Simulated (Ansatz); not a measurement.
ZrSc: energy above lowest point against volume scale

Free energy against uniform scaling of the volume at fixed shape and fractions; periodic cell, basis, potentials, k mesh and filling as listed. The results are calculated, by Ansatz 0.2.0.

The cell before it is scaled or strained (space group P-6m2, No. 187):
```
ZrSc
1.0
      3.2828     0.0000     0.0000
     -1.6414     2.8430     0.0000
      0.0000     0.0000     5.1550
Zr Sc
1 1
Direct
  0.66667 0.33333 0.00000
  0.00000 0.00000 0.50000
```

Settings of every row: functional PBEsol; dispersion none; potentials all-electron LAPW; k mesh 10x10x6; k shift 0x0x0; occupations fermi dirac; smearing width 0.15 eV; spin none; SCF threshold exponent -5.

Limits: coarse k mesh, up to 40 meV an atom off; loose SCF threshold; the cell comes from a prototype or a list of computed structures and needn't be the stable phase.

| row | volume scale | V (Å³/atom) | energy above lowest point (meV/atom) |
| --- | --- | --- | --- |
| 1 | 0.94 | 22.612 | 0.5 |
| 2 | 0.96 | 23.094 | 0 |
| 3 | 0.98 | 23.575 | ? |
| 4 | 1 | 24.056 | 12.6 |
| 5 | 1.02 | 24.537 | 25 |
| 6 | 1.04 | 25.018 | 40.9 |
| 7 | 1.06 | 25.499 | 60.1 |

Question: what energy above lowest point should row 3 give?

Worked fit of energy above lowest point. Take u = (V_r/V)^(2/3) − 1 with V_r = 24.297 Å³ an atom, which is twice the finite (Eulerian) strain; such expansions in the strain, on which the Birch-Murnaghan equation of state is built, carry the rest volume and the bulk modulus. The shown rows have u = 0.04908, 0.03443, 0.00667, -0.00653, -0.01931, -0.03168. Least squares give energy above lowest point = 18.35 − 937.7 × u + 11883 × u² − 3757 × u³ meV/atom; a parabola predicts inner rows, each left out in turn, worse (root mean square 0.078 against 0.033 meV/atom). All shown rows lie on it to the printed digit. Its lowest point lies at u = 0.0402, or V = 22.9 Å³ an atom, and the curvature there gives the bulk modulus at fixed shape and fractions, B = (4/9)(1 + u)² E″(u)/V = 76.9 GPa. Letting shape and atoms relax would as a rule lower it, by much in layered, chain or molecular crystals. The withheld row has u = 0.02031, so the fit gives 18.35 − 937.7 × (0.02031) + 11883 × (0.02031)² − 3757 × (0.02031)³ = 4.2 meV/atom.

The calculation gave 4.2 meV/atom. The fit meets it to the printed digit.
